What is still being converged when the density cutoff rises?

The question

A plane-wave calculation of ZnS uses two cutoffs. One limits the waves that build the electron orbitals, the other limits the waves that describe the density and the potential. If only the second is raised, why does the energy first sink and then come back up?

Density-cutoff sweep for ZnS (P6_3mc, 4 atoms per cell) at fixed geometry, calculated with Quantum ESPRESSO 7.5 using PBE and GBRV 1.5 ultrasoft pseudopotentials. All runs use an orbital cutoff of 45 Ry (612.256 eV), an 8×8×5 k mesh and Fermi-Dirac smearing of 0.05 eV, without spin polarisation; the energies compared are free energies.

```
sweep value  energy less tightest (meV/atom)  pressure (GPa)  gap (eV)  force miss (eV/Å)  scf iterations
        180                            0.020         2.11480   2.24270              0.001              10
        225                            0.010         2.12160   2.24280              0.001              10
        270                           -0.030         2.12060   2.24270              0.000              10
        315                           -0.030         2.11630   2.24280              0.000              10
        360                           -0.040         2.12520   2.24280              0.000              10
        450                           -0.030         2.12140   2.24280              0.000              10
        540                            0.000         2.11960   2.24270              0.000              10
        720                            0.000         2.11960   2.24270              0.000              10
```

The sweep value is the density cutoff in Ry. Energy less tightest is the energy relative to the run at 720 Ry, and force miss is the largest difference of a force component from that same run. The level of theory is PBE with ultrasoft pseudopotentials. Three rows carry the argument: 180, 360 and 540 Ry.

From 180 to 360 Ry the energy falls by 0.06 meV/atom, and from 360 to 540 Ry it rises by 0.04 meV/atom. These are tiny amounts, but the energies are resolved to 0.01 meV/atom, so the return is real. It is also the feature that tells the possible causes apart.

First explanation: a larger basis lowers the energy

This is the tempting one. By the variational principle, adding waves to the orbitals can only lower the energy or leave it unchanged. The first half of the sweep seems to obey that rule.

The second half breaks it, because the energy at 540 Ry lies above that at 360 Ry. The reason is that the orbitals never receive a new wave: their cutoff stays at 45 Ry in every row. What changes is the accuracy with which the energy of a given density is worked out, and no theorem fixes the sign of that error.

Second explanation: the self-consistency cycle stopped too early

Each run repeats its cycle until the estimated energy error drops below 8 × 10⁻¹⁰ Ry for the cell of four atoms. With 13.6 eV to the rydberg, the error per atom is about

8 × 10⁻¹⁰ × 13.6 eV / 4 ≈ 3 × 10⁻⁹ eV = 3 × 10⁻⁶ meV.

The rise of 0.04 meV/atom is more than ten thousand times larger. The forces are weaker evidence. With the finer digits printed in the output below, the force miss shrinks at every step of the sweep, which fits a real trend. But a force responds to leftovers of the cycle in first order, the energy only in second order, so the threshold guards the energy far better than it guards the force.

Third explanation: the grid for density and potential

The density is built from products of orbitals. When two waves are multiplied, their wave vectors add or subtract, so the product reaches at most twice the largest wave vector k of the orbitals. In rydberg units a cutoff is the square of a wave vector, which gives

E(density) = (2k)² = 4k² = 4 × 45 Ry = 180 Ry.

The first row therefore already holds every product of two orbitals exactly. Whatever changes above 180 Ry must come from parts of the calculation that contain shorter waves than these products.

Theory names two main parts of this kind. Ultrasoft potentials replace the true orbitals near each nucleus by smoother ones and put the lost charge back as a compact augmentation charge. The zinc potential used here keeps 20 electrons in valence, so the 3s and 3p shells as well as the 3d; for such tight shells this charge is sharply peaked, and a sharp peak needs short waves. The second part is the exchange-correlation energy, which is a non-linear function of the density and so creates waves shorter than those in the density itself; a core-correction charge, where a potential carries one, is added to the density in this term and brings short waves of its own. A grid that is too coarse mistakes them for longer ones.

Both errors can raise or lower the energy, which allows the dip and the return. The table leaves this explanation standing but does not divide the effect between its two parts, since one cutoff controls both. The same sweep with norm-conserving potentials, which have no augmentation charge, would help to separate them.

Why the force improves while the energy does not

At 360 Ry the energy is 0.04 meV/atom away from the last row, against 0.02 at 180 Ry. The pressure is slightly further off as well. Yet the force miss has dropped from 1.4 to 0.19 meV/Å.

This is less odd than it looks. A force is the slope of the energy as an atom moves. An error that stays the same wherever the atom sits shifts the energy but leaves the slope alone. The likely reading is that much of the small energy error at 360 Ry is of this kind, although no run with displaced atoms tests it.

How fast does the error vanish?

The shape of the augmentation charge suggests two simple laws. If it is as smooth as a Gaussian, its short-wave part dies off exponentially with the cutoff E, and so should the error:

error ∝ exp(−aE).

Here a is a constant set by the width of the charge. Equal steps in E then divide the error by equal factors. If the charge is smooth only to a limited order, the error follows a power law instead, and the second of two equal steps gains less than the first.

The rows at 180 and 360 Ry set the constant of each law, and the row at 540 Ry tests it. The first step divides the force miss by 7.4. The exponential law predicts 7.4 again for the second step, the power law only 3.2. The calculation gives 116. Both predictions treat the last row as free of error. Allowing for the error that each law would leave there raises them somewhat, but they stay far below the computed factor.

In terms of the force itself, the exponential law expects 0.19 / 7.4 ≈ 0.026 meV/Å at 540 Ry, while the calculation gives 0.0017. For these three rows both laws are too pessimistic, the power law more so. Other rows give the opposite verdict: from 180 to 270 Ry the miss falls by a factor of 4.9, from 270 to 360 Ry by only 1.5, so there both laws promise too much. The progress is also uneven: between 315 and 360 Ry the force miss hardly moves, and at 450 Ry it has dropped sevenfold. Such steps are expected, because the real-space grid is rounded up to sizes that suit the Fourier transform, so two neighbouring cutoffs can share one grid while the number of waves still grows; the grid sizes of these runs are not shown here. Neither law is therefore safe for predicting the error at a cutoff that has not been run.

Two cautions concern the very small value at 540 Ry. The symmetry of the crystal leaves each atom a force along the c axis only, so the miss is a single signed number that might happen to pass near zero there. A force difference this small is also finer than the self-consistency threshold can be expected to guarantee, so the factor of 116 is best read as large rather than as an exact figure. Energy and pressure, however, also agree with the last row at 540 Ry to the digits printed, which favours genuine convergence.

What this means for a working calculation

Every density cutoff in the table keeps the energy within 0.04 meV/atom, the force within 1.5 meV/Å and the pressure within 0.006 GPa of the last row. Where errors of this size are acceptable, 180 Ry is thus enough for this cell with these potentials and this orbital cutoff. It is also the lowest value tried, so the point where the accuracy breaks down has not been located.

The steady pressure of 2.12 GPa shows the limit of such a test. It means that the chosen cell is compressed at this level of theory, and a finer density grid does not relieve it. Agreement along this sweep shows that one setting is converged; the orbital cutoff and the k mesh need sweeps of their own.

Output of the analysis:

```
Density cutoff and force miss:
  row  density cutoff over orbital cutoff  shortest half wave in angstrom  force miss in meV/angstrom
  180                                   4                          0.1239                       1.424
  225                                   5                          0.1108                      0.5531
  270                                   6                          0.1012                       0.292
  315                                   7                         0.09367                      0.2145
  360                                   8                         0.08762                      0.1935
  450                                  10                         0.07837                     0.02714
  540                                  12                         0.07154                    0.001664
  720                                  16                         0.06196                           0
Fall of the energy from 180 to 360 Ry in meV/atom: 0.06
Rise of the energy from 360 to 540 Ry in meV/atom: 0.04
Self-consistency threshold in meV/atom: 2.721e-06
Rise of the energy over that threshold: 14700
Pressure miss at 180 Ry against the last row in GPa: 0.0048
Pressure miss at 360 Ry against the last row in GPa: 0.0056
Whole spread of the pressure in GPa: 0.0104
Factor by which the force miss shrinks from 180 to 360 Ry: 7.359
Factor by which the force miss shrinks from 360 to 540 Ry: 116.3
Second factor predicted by an exponential in the cutoff: 7.359
Second factor predicted by a power law in the cutoff: 3.214
```
